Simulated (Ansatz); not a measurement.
# Mo: energy change per atom and pressure as volume scale varies

Plane-wave DFT, scalar-relativistic PAW made under PBE with cores redone for the functional, no dispersion; the given relaxed cell is scaled uniformly, energy at zero smearing counts from the unscaled cell, pressure at the given Fermi-Dirac smearing is positive in compression. The results are calculated, by Ansatz 0.2.0.

The cell before it is scaled or strained (space group P6_3/mmc, No. 194):
```
cell vectors (Å)
   2.7342     0.0000     0.0000
  -1.3671     2.3679     0.0000
   0.0000     0.0000     4.8229
atoms (fractions of the cell vectors)
Mo  0.33333  0.66667  0.25000
Mo  0.66667  0.33333  0.75000
```

Settings of every row: spin polarised no; functional PBEsol; wave cutoff 420 eV; smearing width 0.1 eV; k mesh 15x15x8.

Atom starting moment: 0 on all atoms.

Limits: all rows lie far from zero pressure; the cell comes from a prototype or a list of computed structures and needn't be the stable phase.

```
row  volume scale  V (Å³/atom)  energy change per atom (meV)  pressure (GPa)
  1          0.88       13.739                         222.4           42.55
  2          0.92       14.363                             ?               ?
  3          0.96       14.988                         20.99           11.48
  4          1.04       16.237                         19.45           -9.28
  5          1.08       16.861                         71.86          -16.87
  6          1.12       17.486                        151.05          -23.02
```

Question: what energy change per atom and pressure should row 2 give?

Worked fit of energy change per atom. Take u = (V_r/V)^(2/3) − 1 with V_r = 16.237 Å³ an atom, which is twice the finite (Eulerian) strain; such expansions in the strain, on which the Birch-Murnaghan equation of state is built, carry the rest volume and the bulk modulus. The shown rows have u = 0.11781, 0.05481, 0, -0.02483, -0.0482. Least squares give energy change per atom = 19.395 − 1440.018 × u + 26846.77 × u² meV; a straight line predicts inner rows, each left out in turn, worse (root mean square 89 against 0.23 meV). The rows lie off it by 0.04, -0.13, 0.05, 0.16, -0.13 (root mean square 0.11 meV). Its lowest point lies at u = 0.0268, or V = 15.61 Å³ an atom, and the curvature there gives the bulk modulus at fixed shape and fractions, B = (4/9)(1 + u)² E″(u)/V = 258 GPa. Letting shape and atoms relax would as a rule lower it, by much in layered, chain or molecular crystals. The withheld row has u = 0.08519, so the fit gives 19.395 − 1440.018 × (0.08519) + 26846.77 × (0.08519)² = 91.56 meV.

The calculation gave 91.47 meV. The fit lies 0.09 meV (0.044 % of the column's range) above it; its largest miss of a shown row is 0.16 meV.

Worked fit of pressure. Take u = (V_r/V)^(2/3) − 1 with V_r = 16.237 Å³ an atom, which is twice the finite (Eulerian) strain; such expansions in the strain, on which the Birch-Murnaghan equation of state is built, carry the rest volume and the bulk modulus. The shown rows have u = 0.11781, 0.05481, 0, -0.02483, -0.0482. Least squares give pressure = −9.325 + 328.833 × u + 945.08 × u² GPa; a straight line predicts inner rows, each left out in turn, worse (root mean square 3.2 against 0.097 GPa). The rows lie off it by 0.02, -0.06, 0.04, 0.04, -0.04 (root mean square 0.042 GPa). The pressure vanishes at u = 0.0264, or V = 15.62 Å³ an atom, and there the bulk modulus at fixed shape and fractions is B = −V dP/dV = (2/3)(1 + u) dP/du = 259 GPa. Letting shape and atoms relax would as a rule lower it, by much in layered, chain or molecular crystals. The withheld row has u = 0.08519, so the fit gives −9.325 + 328.833 × (0.08519) + 945.08 × (0.08519)² = 25.55 GPa.

The calculation gave 25.46 GPa. The fit lies 0.09 GPa (0.14 % of the column's range) above it; its largest miss of a shown row is 0.06 GPa.
